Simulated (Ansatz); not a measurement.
## C: energy change per atom and pressure against volume scale

Results calculated with Ansatz 0.2.0, not measured. Plane-wave DFT, scalar-relativistic PAW made under PBE with cores redone for the functional, no dispersion; the given relaxed cell is scaled uniformly, energy at zero smearing counts from the unscaled cell, pressure at the given Fermi-Dirac smearing is positive in compression.

The cell before it is scaled or strained (space group Fd-3m, No. 227):
```
CELL_PARAMETERS angstrom
0.00000 1.78580 1.78580
1.78580 0.00000 1.78580
1.78580 1.78580 0.00000
ATOMIC_POSITIONS crystal
C 0.50000 0.50000 0.50000
C 0.75000 0.75000 0.75000
```

Settings of every row: spin polarised no; functional PBE; wave cutoff 420 eV; smearing width 0.05 eV; k mesh 13x13x13.

Atom starting moment: 0 on all atoms.

Limits: all rows lie far from zero pressure; the cell comes from a prototype or a list of computed structures and needn't be the stable phase.

| row | volume scale | V (Å³/atom) | energy change per atom (meV) | pressure (GPa) |
| --- | --- | --- | --- | --- |
| 1 | 0.88 | 5.012 | 134.91 | 69.89 |
| 2 | 0.92 | 5.239 | 55.97 | 42.04 |
| 3 | 0.96 | 5.467 | 13.12 | 19.03 |
| 4 | 1.04 | 5.923 | 11.56 | -15.8 |
| 5 | 1.08 | 6.151 | ? | ? |
| 6 | 1.12 | 6.378 | 92.55 | -39.66 |

Question: what energy change per atom and pressure should row 5 give?

Worked fit of energy change per atom. Take u = (V_r/V)^(2/3) − 1 with V_r = 5.467 Å³ an atom, which is twice the finite (Eulerian) strain; such expansions in the strain, on which the Birch-Murnaghan equation of state is built, carry the rest volume and the bulk modulus. The shown rows have u = 0.05964, 0.02881, 0, -0.05201, -0.09765. Least squares give energy change per atom = 12.878 + 963.68 × u + 18205.1 × u² meV; a straight line predicts inner rows, each left out in turn, worse (root mean square 52 against 0.57 meV). The rows lie off it by -0.20, 0.22, 0.24, -0.44, 0.18 (root mean square 0.27 meV). The withheld row has u = -0.07558, so the fit gives 12.878 + 963.68 × (-0.07558) + 18205.1 × (-0.07558)² = 44.04 meV.

The calculation gave 43.63 meV. The fit lies 0.41 meV (0.33 % of the column's range) above it; its largest miss of a shown row is 0.44 meV.

Worked fit of pressure. Take u = (V_r/V)^(2/3) − 1 with V_r = 5.467 Å³ an atom, which is twice the finite (Eulerian) strain; such expansions in the strain, on which the Birch-Murnaghan equation of state is built, carry the rest volume and the bulk modulus. The shown rows have u = 0.05964, 0.02881, 0, -0.05201, -0.09765. Least squares give pressure = 19.072 + 755.9 × u + 1588.2 × u² GPa; a straight line predicts inner rows, each left out in turn, worse (root mean square 4.5 against 0.2 GPa). The rows lie off it by 0.09, -0.13, -0.04, 0.15, -0.06 (root mean square 0.1 GPa). The pressure vanishes at u = -0.0267, or V = 5.694 Å³ an atom, and there the bulk modulus at fixed shape and fractions is B = −V dP/dV = (2/3)(1 + u) dP/du = 435 GPa. The withheld row has u = -0.07558, so the fit gives 19.072 + 755.9 × (-0.07558) + 1588.2 × (-0.07558)² = -28.99 GPa.

The calculation gave -28.86 GPa. The fit lies 0.13 GPa (0.12 % of the column's range) below it; its largest miss of a shown row is 0.15 GPa.
